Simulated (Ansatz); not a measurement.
# NbSi: the change of pressure with volume scale

Results calculated with Ansatz 0.2.0, not measured. Periodic Kohn-Sham DFT of a crystal at fixed atoms, scaled to volume_scale times the given cell; pressure positive in compression, energy less spherical unpolarised free atoms, largest_vzz the field gradient of largest size among the nuclei.

The cell before it is scaled or strained (space group Fm-3m, No. 225):
```
cell vectors (Å)
   0.0000     2.5737     2.5737
   2.5737     0.0000     2.5737
   2.5737     2.5737     0.0000
atoms (fractions of the cell vectors)
Nb  0.00000  0.00000  0.00000
Si  0.50000  0.50000  0.50000
```

Settings of every row: method frozen-core PAW; functional PBE; relativity scalar; k mesh 14x14x14; filling fermi-dirac; smearing width 0.05 eV; wave cutoff 420 eV; paw set soft_2.

Atom start moment: 0 on all atoms.

Limits: the cell comes from a prototype or a list of computed structures and needn't be the stable phase.

| row | volume scale | V (Å³/atom) | pressure (GPa) |
| --- | --- | --- | --- |
| 1 | 0.9405 | 16.034 | 10.434 |
| 2 | 0.98 | 16.707 | 3.19 |
| 3 | 1 | 17.047 | ? |
| 4 | 1.02 | 17.389 | -2.825 |
| 5 | 1.06 | 18.071 | -7.747 |

Question: what pressure should row 3 give?

Worked fit of pressure. Take u = (V_r/V)^(2/3) − 1 with V_r = 17.048 Å³ an atom, which is twice the finite (Eulerian) strain; such expansions in the strain, on which the Birch-Murnaghan equation of state is built, carry the rest volume and the bulk modulus. The shown rows have u = 0.04173, 0.01356, -0.01312, -0.03811. Least squares give pressure = 0.032 + 225.623 × u + 565.66 × u² GPa; a straight line predicts inner rows, each left out in turn, worse (root mean square 0.57 against 0.013 GPa). The rows lie off it by 0.002, -0.005, 0.006, -0.002 (root mean square 0.0042 GPa). The pressure vanishes at u = -0.0001, or V = 17.05 Å³ an atom, and there the bulk modulus at fixed shape and fractions is B = −V dP/dV = (2/3)(1 + u) dP/du = 150 GPa. The withheld row has u = 4e-05, so the fit gives 0.032 + 225.623 × (4e-05) + 565.66 × (4e-05)² = 0.041 GPa.

The calculation gave 0.032 GPa. The fit lies 0.009 GPa (28 % of the value, 0.05 % of the column's range) above it; its largest miss of a shown row is 0.006 GPa.
